**BH3: ionisation, attachment and frontier orbital energies from ten methods**

The table holds vertical ionisation and attachment energies, HOMO and LUMO energies, and rough costs for BH3, computed in PySCF with density functionals, Hartree–Fock, MP2 and CCSD(T) in the def2-TZVP basis at one geometry. The program compares each method with CCSD(T) and fits the mismatch between orbital energies and energy differences to a line in the share of exact exchange, using PBE, B3LYP, PBE0 and Hartree–Fock. The fitted rows are met to within 0.1 eV, while the meta-GGAs and the screened hybrid HSE06 fall below the line. An estimate without fitted parameters gives orbital shifts of 0.42 eV between HSE06 and PBE0; the table has 0.40 and 0.38 eV, with ionisation and attachment energies unchanged to within rounding. All attachment energies are too low because the basis has no diffuse functions.

BH3 (singlet), PySCF 2.14.0, non-relativistic, def2-TZVP basis with density fitting, at one fixed PBE0 geometry. Ionisation and attachment energies are vertical differences of total energies, with unrestricted references for the ions; correlated methods use frozen cores. Exact-exchange shares are the functionals' definitions, rounded to whole per cent.

## Numerical check

```python
# Table: BH3, PySCF, def2-TZVP, one geometry; vertical IE and EA (energy differences), HOMO,
# LUMO (eV) for DFT, HF, MP2, CCSD(T). Tested: errors vs CCSD(T); D = K(1-a) - R for the
# orbital/energy-difference misfit; parameter-free HSE06-PBE0 shift a*omega/sqrt(pi); Koopmans split.
T = {
    'method': ['PBE', 'r2SCAN', 'HSE06', 'TPSSh', 'B3LYP', 'PBE0', 'B2PLYP', 'HF', 'CCSD(T)', 'MP2'],
    'exx': [0, 0, 0, 10, 20, 25, 53, 100, None, None],  # %
    'ie': [12.88, 12.94, 13.02, 12.98, 13.12, 13.03, 13.11, 12.41, 13.21, 13.17],  # eV
    'ea': [-0.02, 0.02, -0.11, -0.19, -0.15, -0.1, -0.32, -0.98, -0.35, -0.4],  # eV
    'homo': [-8.47, -8.81, -9.52, -9.27, -9.73, -9.92, None, -13.55, None, None],  # eV
    'lumo': [-3.05, -2.53, -2.33, -2.31, -2.22, -1.95, None, 1.47, None, None],  # eV
    'cost': [0.2, 0.3, 0.2, 0.3, 0.2, 0.08, 0.2, 0.01, 0.6, 0.01],  # core min
}
import numpy as np
from scipy.constants import physical_constants as pc
Ha = pc['Hartree energy in eV'][0]
R = {m: {k: T[k][i] for k in T} for i, m in enumerate(T['method'])}
ref = R['CCSD(T)']
print("rounding floor: 0.005 eV per entry, 0.01 eV per difference")
print("method: IE-ref, EA-ref, -HOMO-IEref, -LUMO-EAref, gap (eV); cost/CCSD(T) (rough)")
for m, r in R.items():
    s = "no orbital energies"
    if r['homo'] is not None:
        s = f"{-r['homo']-ref['ie']:+.2f} {-r['lumo']-ref['ea']:+.2f} {r['lumo']-r['homo']:.2f}"
    print(f"{m:8s} {r['ie']-ref['ie']:+.2f} {r['ea']-ref['ea']:+.2f} | {s} | {r['cost']/ref['cost']:.2f}")
dft = ['PBE', 'r2SCAN', 'HSE06', 'TPSSh', 'B3LYP', 'PBE0']
for k in ('ie', 'ea', 'homo', 'lumo'):
    v = [R[m][k] for m in dft]
    sl = (R['PBE0'][k]-R['PBE'][k])/(R['PBE0']['exx']/100)
    print(f"{k}: spread of 6 functionals {max(v)-min(v):.2f} eV; PBE->PBE0 slope {sl:+.2f}+-0.04 eV per unit a")
for k in ('ie', 'ea'):
    e = np.array([R[m][k]-ref[k] for m in dft])
    w = dft[int(np.argmax(abs(e)))]
    print(f"{k}: mean error of 6 functionals {e.mean():+.2f} eV, worst {w}")
print(f"IE-EA: CCSD(T) {ref['ie']-ref['ea']:.2f}, PBE {R['PBE']['ie']-R['PBE']['ea']:.2f}, HF {R['HF']['ie']-R['HF']['ea']:.2f} eV")
# Model 1
DH = lambda m: R[m]['ie']+R[m]['homo']
DL = lambda m: -R[m]['ea']-R[m]['lumo']
fit = ['PBE', 'B3LYP', 'PBE0', 'HF']
x = np.array([1-R[m]['exx']/100 for m in fit])
P = {}
for n, D in (('H', DH), ('L', DL)):
    K, c = np.polyfit(x, [D(m) for m in fit], 1)
    P[n] = (K, c)
    print(f"D_{n}=K(1-a)-R: K={K:.2f} eV, R={-c:.2f} eV, zero at a={1+c/K:.2f} (no data between 0.25 and 1)")
print("method a: D_H resid | D_L resid (eV); * = not fitted (meta-GGA or screened)")
for m in dft+['HF']:
    u = 1-R[m]['exx']/100
    rh, rl = DH(m)-np.polyval(P['H'], u), DL(m)-np.polyval(P['L'], u)
    print(f"{m:7s}{' ' if m in fit else '*'}{1-u:.2f}: {DH(m):+.2f} {rh:+.2f} | {DL(m):+.2f} {rl:+.2f}")
# Model 2: omega = 0.11 /bohr, recalled definition of HSE06; short-range share equals PBE0 share
a, om = R['PBE0']['exx']/100, 0.11
sh = a*om/np.sqrt(np.pi)*Ha
h, p0, pb = R['HSE06'], R['PBE0'], R['PBE']
dH, dL = p0['homo']-h['homo'], p0['lumo']-h['lumo']
print(f"PBE0-HSE06 model: HOMO {-sh:+.2f}, LUMO {sh:+.2f}, gap {2*sh:+.2f}, IE 0, EA 0 eV")
print(f"PBE0-HSE06 table: HOMO {dH:+.2f}, LUMO {dL:+.2f}, gap {dL-dH:+.2f}, IE {p0['ie']-h['ie']:+.2f}, EA {p0['ea']-h['ea']:+.2f} eV")
print(f"gap shift table/model {(dL-dH)/(2*sh):.2f}")
for k, sg in (('homo', 1), ('lumo', -1)):
    aeff = a*(h[k]-pb[k])/(p0[k]-pb[k])
    print(f"HSE06 {k} resid: model {h[k]-(p0[k]+sg*sh):+.2f}, rival =PBE {h[k]-pb[k]:+.2f}, rival =PBE0 {h[k]-p0[k]:+.2f} eV; effective a {aeff:.2f}")
print(f"r2SCAN-PBE: HOMO {R['r2SCAN']['homo']-pb['homo']:+.2f}, LUMO {R['r2SCAN']['lumo']-pb['lumo']:+.2f} eV")
# Koopmans split
f = R['HF']
for k, o in (('ie', 'homo'), ('ea', 'lumo')):
    rel, cor = f[k]+f[o], ref[k]-f[k]
    fr = 100*(R['MP2'][k]-f[k])/cor
    print(f"{k}: Koopmans {-f[o]:.2f}, relaxation {rel:+.2f}, correlation {cor:+.2f}, net {rel+cor:+.2f} eV; MP2 gets {fr:.0f}% of correlation")
print(f"cost range {min(T['cost'])} to {max(T['cost'])} core min (rough)")
assert all(R[m]['ie'] < ref['ie'] and R[m]['ea'] > ref['ea'] for m in dft)
assert all(DH(m) > 0 and DL(m) > 0 for m in dft) and DH('HF') < 0 and DL('HF') < 0
assert 0.8 < (dL-dH)/(2*sh) < 1.05
assert abs(p0['ie']-h['ie']) < 0.05 and abs(p0['ea']-h['ea']) < 0.05
```

Printed output:

```
rounding floor: 0.005 eV per entry, 0.01 eV per difference
method: IE-ref, EA-ref, -HOMO-IEref, -LUMO-EAref, gap (eV); cost/CCSD(T) (rough)
PBE      -0.33 +0.33 | -4.74 +3.40 5.42 | 0.33
r2SCAN   -0.27 +0.37 | -4.40 +2.88 6.28 | 0.50
HSE06    -0.19 +0.24 | -3.69 +2.68 7.19 | 0.33
TPSSh    -0.23 +0.16 | -3.94 +2.66 6.96 | 0.50
B3LYP    -0.09 +0.20 | -3.48 +2.57 7.51 | 0.33
PBE0     -0.18 +0.25 | -3.29 +2.30 7.97 | 0.13
B2PLYP   -0.10 +0.03 | no orbital energies | 0.33
HF       -0.80 -0.63 | +0.34 -1.12 15.02 | 0.02
CCSD(T)  +0.00 +0.00 | no orbital energies | 1.00
MP2      -0.04 -0.05 | no orbital energies | 0.02
ie: spread of 6 functionals 0.24 eV; PBE->PBE0 slope +0.60+-0.04 eV per unit a
ea: spread of 6 functionals 0.21 eV; PBE->PBE0 slope -0.32+-0.04 eV per unit a
homo: spread of 6 functionals 1.45 eV; PBE->PBE0 slope -5.80+-0.04 eV per unit a
lumo: spread of 6 functionals 1.10 eV; PBE->PBE0 slope +4.40+-0.04 eV per unit a
ie: mean error of 6 functionals -0.22 eV, worst PBE
ea: mean error of 6 functionals +0.26 eV, worst r2SCAN
IE-EA: CCSD(T) 13.56, PBE 12.90, HF 13.39 eV
D_H=K(1-a)-R: K=5.59 eV, R=1.12 eV, zero at a=0.80 (no data between 0.25 and 1)
D_L=K(1-a)-R: K=3.54 eV, R=0.51 eV, zero at a=0.86 (no data between 0.25 and 1)
method a: D_H resid | D_L resid (eV); * = not fitted (meta-GGA or screened)
PBE     0.00: +4.41 -0.06 | +3.07 +0.04
r2SCAN *0.00: +4.13 -0.34 | +2.51 -0.52
HSE06  *0.00: +3.50 -0.97 | +2.44 -0.59
TPSSh  *0.10: +3.71 -0.20 | +2.50 -0.18
B3LYP   0.20: +3.39 +0.04 | +2.37 +0.05
PBE0    0.25: +3.11 +0.04 | +2.05 -0.10
HF      1.00: -1.14 -0.02 | -0.49 +0.02
PBE0-HSE06 model: HOMO -0.42, LUMO +0.42, gap +0.84, IE 0, EA 0 eV
PBE0-HSE06 table: HOMO -0.40, LUMO +0.38, gap +0.78, IE +0.01, EA +0.01 eV
gap shift table/model 0.92
HSE06 homo resid: model -0.02, rival =PBE -1.05, rival =PBE0 +0.40 eV; effective a 0.18
HSE06 lumo resid: model +0.04, rival =PBE +0.72, rival =PBE0 -0.38 eV; effective a 0.16
r2SCAN-PBE: HOMO -0.34, LUMO +0.52 eV
ie: Koopmans 13.55, relaxation -1.14, correlation +0.80, net -0.34 eV; MP2 gets 95% of correlation
ea: Koopmans -1.47, relaxation +0.49, correlation +0.63, net +1.12 eV; MP2 gets 92% of correlation
cost range 0.01 to 0.6 core min (rough)
```
